Why does the band gap of gallium phosphide first grow and then shrink when the crystal is stretched evenly in all directions? Two gaps compete, and they respond to volume with opposite signs and very different strengths. One per cent more volume lowers the direct gap at the centre of the Brillouin zone by a little under 0.1 eV, but raises the indirect gap by only 0.02 to 0.03 eV. The band gap is whichever of the two is smaller, so it must turn over where they cross.

Scalar-relativistic DFT calculations with Ansatz 0.2.0 for zinc blende GaP, evenly strained at fixed fractional atomic positions, use r2SCAN, PAW and plane waves without spin polarisation. The cutoff is 500 eV, the k mesh 8×8×8 and the Gaussian smearing width 0.05 eV. Both gaps are Kohn–Sham gaps taken on the k mesh. The rows are a selection: runs that failed or met a known fault of the program are left out, as are some with graver warnings.

```csv
volume (Å³/atom),shortest distance (Å),band gap (eV),least direct gap (eV)
15.761,2.171,1.266,3.950
17.354,2.242,1.545,3.760
17.907,2.266,1.628,3.472
18.760,2.301,1.742,3.047
20.240,2.360,1.894,2.365
21.797,2.419,1.720,1.720
22.768,2.455,1.353,1.353
23.431,2.478,1.116,1.116
25.497,2.549,0.447,0.447
```

In a direct gap the electron keeps its crystal momentum when it is excited; in an indirect gap it has to change it. The band gap rises through the five smallest cells and falls through the other four. The least direct gap falls throughout, yet between the two smallest cells it hardly moves. These are the two breaks: one in the band gap beyond 20.240 Å³/atom, the other in the least direct gap of the smallest cell.

**Why the band gap turns over**

The calculation shows the cause of the first break directly. The top of the valence band sits at the zone centre, called Γ, in every cell. Among the sampled points, the lowest conduction state lies at the zone boundary point X in the four smallest cells, on the line between Γ and X in the fifth, and at Γ in the four largest. The crystal therefore changes from an indirect to a direct semiconductor as it expands.

A hydrogen molecule shows why the gap at Γ shrinks. When its bond is stretched, the overlap of the two atomic orbitals weakens, so the bonding level rises, the antibonding level falls and the two approach each other. In gallium phosphide the valence top at Γ is a bonding combination of p orbitals, and the lowest s-like conduction state there is an antibonding combination of s orbitals. They are not partners as in the molecule, but longer bonds bring them together for the same reason.

The molecule has no counterpart of X, and there the analogy ends. At X the wave changes phase from one atomic layer to the next, and the coupling between s orbitals on neighbouring atoms cancels by symmetry. The conduction state there is a mixture of s on one kind of atom and p on the other, without the push between neighbouring s orbitals that raises the s-like state at Γ. Its gap widens slightly on expansion, as it does in related tetrahedral semiconductors. The small cells show this, but the bond picture used here doesn't derive it.

**How large the first break is**

For small changes of volume $V$, a gap $E$ that keeps its character follows

$$E(V)\approx E(V_0)+a\,\ln(V/V_0),$$

where $V_0$ is a starting volume and $a$, the deformation potential, is the gap change per unit of $\ln V$. Take $a$ from one interval and carry it one row further. Between 18.760 and 20.240 Å³/atom the band gap gives $a\approx 2.0$ eV, and the next step in $\ln V$ is 0.074. Within that interval the lowest sampled point moves from X towards Γ, so this rate describes the minimum of the indirect branch rather than one fixed state. The indirect gap at 21.797 Å³/atom should then be $1.894+2.0\times0.074\approx 2.04$ eV.

The calculated band gap there is 1.720 eV, about 0.32 eV lower, and it played no part in the estimate. Carried along the indirect branch itself, the rule misses by about 0.03 eV at most, so the break is roughly ten times its largest error there. The printed analysis below gives all the rates and comparisons.

The same rule puts the crossing near 21.2 Å³/atom, with a gap of about 2.0 eV, slightly above the largest band gap in the table. This is a rough position; the calculations themselves only place the change between two neighbouring cells. A deformation potential read straight across it would be about −2.3 eV, an average over two different conduction states that describes neither.

**The second break**

The least direct gap shows a different fault in the smallest cell. Continuing its run from the neighbouring cells gives about 4.6 eV, but the calculation finds 3.950 eV. The same rule applied one cell earlier is right to a few thousandths of an eV, so ordinary curvature is a poor explanation. Most probably the s-like state at Γ has risen so far that another pair of states now has the smaller direct gap.

Which pair that is remains open, because the calculation doesn't report where this gap lies. The numbers do limit its behaviour, though. In the next larger cell the new pair's gap was at least as large as the least direct gap found there, so compression raised it by at most 0.19 eV, where the old run would have risen by 0.88 eV. That speaks against the zone boundary point L, where the conduction state is also partly antibonding s and the direct gap is expected to widen faster under compression. A p-like conduction state at or near Γ fits better: the head-on and sideways overlaps of the p orbitals partly cancel there, so its gap is expected to respond only weakly.

This cell is at 38 GPa, where real gallium phosphide has already left the zinc blende structure, so the value describes a crystal held in that structure by construction.

**What to do about it**

Follow each conduction state by its position in the zone and its orbital character, and take a separate deformation potential for each. For the smallest cell, find out where in the zone the least direct gap lies, and whether its conduction state is s-like or p-like, before using the value. Near the turnover, refine the mesh between Γ and X: the true minimum can fall between the sampled points, which makes the indirect gaps upper bounds. For the largest cell, the makers of the data caution that a band crossing between sampled points may be missed. That caution comes from their tests on other systems; the run itself gave no warning. Its gap is open on the mesh and continues the run at Γ to within 0.03 eV.

For a light emitter, the cell near zero pressure is the one that matters. Its band gap is indirect and lies 0.47 eV below the direct gap, so an electron at the conduction edge needs help from a lattice vibration or an impurity to emit light. Reaching the crossing would take edges about 1.5% longer in all three directions, which means a tension of some gigapascals. A film stretched in the plane by its substrate is expected to contract across it, which splits states that are degenerate here, so these rates shouldn't be applied to it unchanged.

The crossing volume also depends on the functional. The calculated gap near zero pressure, 1.89 eV, is smaller than the measured one. Spin–orbit coupling and lattice vibrations are missing, but both would lower the calculated gap further, so the shortfall points to the functional. If its error differs between Γ and X, the crossing shifts. The opposite signs of the two responses are the safer result to carry to a related semiconductor: where Γ is lowest, compression widens the gap until another conduction state, such as the one at X, takes over.

Printed output of the fit:

```
Rates from the row above, in eV per unit of ln(volume):
     row  conduction edge (0 Gamma 1 X)  pressure GPa  direct less gap eV  rate of gap  rate of direct gap
  15.761                              1          37.6               2.684          n/a                 n/a
  17.354                              1          18.9               2.215        2.898              -1.973
  17.907                              1          14.1               1.844        2.646              -9.181
   18.76                              1           7.9               1.305         2.45              -9.133
   20.24                           0.75          0.04               0.471        2.002              -8.981
  21.797                              0          -5.5                   0       -2.348              -8.703
  22.768                              0          -7.9                   0       -8.421              -8.421
  23.431                              0          -9.2                   0       -8.257              -8.257
  25.497                              0           -12                   0       -7.917              -7.917
Direct gap at 15.761 if the run continued, eV: 4.644
Computed less continued direct gap at 15.761, eV: -0.694
Control, computed less continued direct gap at 17.354, eV: 0.001514
Actual rise of least direct gap from 17.354 to 15.761, eV: 0.19
Rise if the run continued, eV: 0.884
Gap at 21.797 if the indirect branch continued, eV: 2.042
Computed less continued gap at 21.797, eV: -0.3224
Control, computed less continued gap at 18.760, eV: -0.00913
Computed less continued gap at 20.240, eV: -0.03402
Control, computed less continued gap at 25.497, eV: 0.0287
Rough volume where the branches cross, A^3/atom: 21.15
Rough gap at the crossing, eV: 1.982
Stretch of each edge from 20.240 to the crossing, percent: 1.477
Stretch of each edge from 20.240 to 21.797, percent: 2.501
```
